# Where the density in Cu⁺–ethane comes from

The electron density at the bond points of this ion falls from a C–H bond to the copper contact for two different reasons. Among the seven bonds of ethane, free atoms pushed together would already give nearly the same density everywhere, and the order is set by how much bonding adds. Between copper and carbon the free atoms themselves overlap little, and bonding adds nothing on balance.

Bond critical points (QTAIM) of gas-phase Cu⁺–ethane, charge +1 and singlet, calculated with PySCF 2.14.0 at the PBE0/def2-TZVP level on a GFN2-xTB geometry. Atom 1 is Cu, 2 and 3 are C, 4–6 are H on carbon 2, and 7–9 are H on carbon 3. The energy density is the sum of the kinetic and potential parts.

| row | density (a.u.) | first atom | second atom | laplacian (a.u.) | ellipticity | energy density (a.u.) |
| --- | --- | --- | --- | --- | --- | --- |
| 1 | 0.285 | 3.000 | 7.000 | -1.000 | 0.016 | -0.290 |
| 2 | 0.282 | 3.000 | 8.000 | -0.978 | 0.018 | -0.287 |
| 3 | 0.282 | 2.000 | 5.000 | -0.991 | 0.010 | -0.285 |
| 4 | 0.280 | 3.000 | 9.000 | -0.972 | 0.016 | -0.282 |
| 5 | 0.255 | 2.000 | 6.000 | -0.810 | 0.018 | -0.248 |
| 6 | 0.250 | 2.000 | 4.000 | -0.782 | 0.019 | -0.239 |
| 7 | 0.239 | 2.000 | 3.000 | -0.578 | 0.006 | -0.205 |
| 8 | 0.045 | 1.000 | 2.000 | 0.159 | 7.796 | -0.004 |

## What is bound to what

A bond point is the place on the path between two atoms where the density is lowest along the path and highest across it. The last path runs from copper (atom 1) to carbon (atom 2), which looks like an ordinary Cu–C bond. The geometry tells otherwise: two hydrogens of that methyl group, atoms 4 and 6, lie 2.01 Å from copper, while the carbon lies at 2.35 Å. Copper therefore sits against two C–H bonds of an intact ethane, an arrangement called a σ complex.

## Two parts of the density

Think first of free atoms placed at their positions in the molecule, without letting their electrons respond. Their tails overlap and give some density at each bond point. Bonding then moves electrons, and the difference is the build-up. The calculation gives this difference directly, so the free-atom part follows by subtraction:

density = free-atom part + build-up

The sum holds by construction; what can be learned is which part varies. Over the seven C–H and C–C bonds the density spans 0.046 a.u., but the free-atom part spans only 0.011. The table's order within ethane is thus mostly an order of build-up.

## Why C–C lies below C–H

The C–C bond has a density of 0.239, below every C–H bond, yet its free-atom part is as large as theirs. Carbon atoms reach further than hydrogen atoms, which makes up for the longer distance. The deficit lies in the build-up, 0.063 against about 0.11 in the C–H bonds away from copper.

The likely reason is where the bonding pair sits. In C–H the bond point is close to the proton, which has no core electrons and draws the pair tightly around itself. In C–C the pair is spread over a longer region between two carbon cores. A lower density here does not mean that fewer electrons are shared: the Mayer bond order, a count of shared pairs, is 1.08 for C–C and below 1 for every C–H bond. Neither number measures the energy needed to break the bond.

## Why two C–H bonds drop out of line

Four C–H bonds have densities from 0.280 to 0.285, while the two that face copper have 0.255 and 0.250. The bond from carbon 2 to hydrogen 5 is a useful control. It belongs to the same methyl group but points away from copper, and it keeps the high density of the far methyl group. The loss therefore goes with the contact to copper, not with the carbon atom. About three quarters of it is lost build-up. The small differences within each group carry no such message: the bonds to hydrogens 7 and 9 are near mirror images, and their densities differ because the geometry gives them slightly unequal lengths.

Standard bonding theory offers a cause. A C–H bond facing Cu⁺ can give electron density to the empty 4s orbital of the metal, and filled 3d orbitals can give some back into the antibonding C–H orbital. Both weaken the C–H bond and lengthen it. The densities fit this picture but do not separate the two transfers.

## How far bond length carries

Within one kind of bond the density falls as the bond gets longer, and over a narrow range of lengths its logarithm can be described by a straight line. A straight line fitted to all six C–H bonds gives a slope of −3.2 per Å. The bonds facing copper are on average 0.034 Å longer than the others. The ratio of densities that the line gives is exp(−3.2 × 0.034) ≈ 0.90, a drop of about 10 %.

The calculated drop is 10.5 %, but these bonds were part of the fit, so the agreement is a description and not a prediction. A second fit, which lets the bonds facing copper lie on a lower parallel line, roughly halves the typical miss and has a gentler slope. Six points cannot decide whether copper drains density beyond what the stretch itself removes. The lengths also come from a tight-binding geometry, and the size of the drop depends on them.

The line fails once the atoms change. Carried over to C–C, which was not in the fit, it gives 0.067 instead of 0.239. Length orders the C–H bonds here; between different pairs of elements, the reach of the atoms and the build-up must be considered first.

## Why the copper contact differs in kind

At the Cu–C point the density is 0.045, and the free-atom part alone accounts for slightly more than that. This does not rule out sharing. If the free copper atom is taken as neutral, it brings a 4s electron that Cu⁺ has lost, and that loss can hide a gain from donation. The Mayer order of 0.31 between copper and carbon points to some sharing.

The Laplacian shows the difference in shape. It is the sum of three curvatures of the density: one along the path, which is positive, and two across it, which are negative. In the C–H and C–C bonds electrons are drawn in towards the axis, and the two negative curvatures win. At the copper contact all three curvatures are smaller, but the two across the path shrink far more than the one along it, so the sum is positive, 0.159.

The energy density nevertheless stays just below zero. It is H = G + V, where G is the positive kinetic and V the negative potential part, and the Laplacian equals 4(2G + V). H is negative once |V| exceeds G, but a negative Laplacian needs |V| above 2G. For Cu–C the ratio |V|/G is 1.09, between the two thresholds; for the other bonds it is above 4. By this measure the contact lies between a closed-shell contact and a covalent bond. The sign of the Laplacian alone is a poor guide here, because it is often positive for bonds to transition metals, even where electrons are clearly shared.

## Why the ellipticity is so large

The ellipticity compares the two curvatures across the path: their ratio, steeper over softer, minus one. For Cu–C they are −0.0488 and −0.0056 a.u., a ratio of nearly 9, hence the value of 7.8. The number is large because the softer curvature is almost zero, and it does not signal a double bond.

A plausible cause is the pair of Cu–H contacts on either side of the path, which fill in the density sideways and leave a flat ridge. On such a ridge a small change of geometry could redirect the path to a hydrogen. The path to carbon is therefore weak evidence for a Cu–C bond, and the absence of Cu–H paths is no evidence against Cu–H interaction. The output below lists the parts, curvatures and fits for each bond.

Output of the analysis:

```
Parts of the density and curvatures in a.u.:
  row  length_A  free_atoms   build_up  V_over_G  steep_curv  soft_curv  along_path
    1     1.083      0.1748     0.1102      8.25      -0.767    -0.7549      0.5219
    2     1.085      0.1741     0.1079     7.753     -0.7488    -0.7356      0.5064
    3     1.089      0.1718     0.1102     8.651     -0.7673    -0.7597       0.536
    4      1.09      0.1718     0.1082     8.231     -0.7495    -0.7377      0.5153
    5     1.116      0.1674    0.08758     6.451     -0.6267    -0.6156      0.4323
    6     1.125      0.1648    0.08521     6.494     -0.6087    -0.5973       0.424
    7      1.53      0.1757    0.06327     4.388     -0.4452    -0.4426      0.3098
    8     2.347     0.04782  -0.002816     1.091    -0.04882   -0.00555      0.2134
Mean density of the four C-H bonds away from Cu (a.u.): 0.2823
Mean density of the two C-H bonds facing Cu (a.u.): 0.2525
Drop from the first group to the second (%): 10.54
Share of this drop that lies in the build-up (%): 76.46
Spread of density over the seven covalent bonds (a.u.): 0.046
Spread of the free-atom part over the same seven (a.u.): 0.01093
Free-atom part of the Cu-C density (% of the density): 106.3
Mean distance from Cu to the two facing H atoms (angstrom): 2.014
fit of log(density) on 6 rows (ch): constant 2.26 +/- 0.17, coefficient of dist -3.245 +/- 0.15; rms 0.00493, worst 3 -0.00707, leave-one-out rms 0.00757
  rows outside the fit (model, value, miss): 7 -2.704, -1.431, -1.27; 8 -5.355, -3.101, -2.25
fit of log(density) on 6 rows (ch): constant 0.989 +/- 0.47, coefficient of dist -2.074 +/- 0.43, coefficient of flag -0.04141 +/- 0.015; rms 0.0026, worst 2 0.0045, leave-one-out rms 0.0041
  rows outside the fit (model, value, miss): 7 -2.184, -1.431, -0.753; 8 -3.879, -3.101, -0.778
Largest miss of the single line among C-H bonds (%): 0.7044
Largest miss of the line with offset among C-H bonds (%): 0.4506
Density that the single C-H line gives for C-C (a.u.): 0.06695
Cu-C ellipticity if its curvature gap were set on the soft curvature of a far C-H bond: 0.05792
```
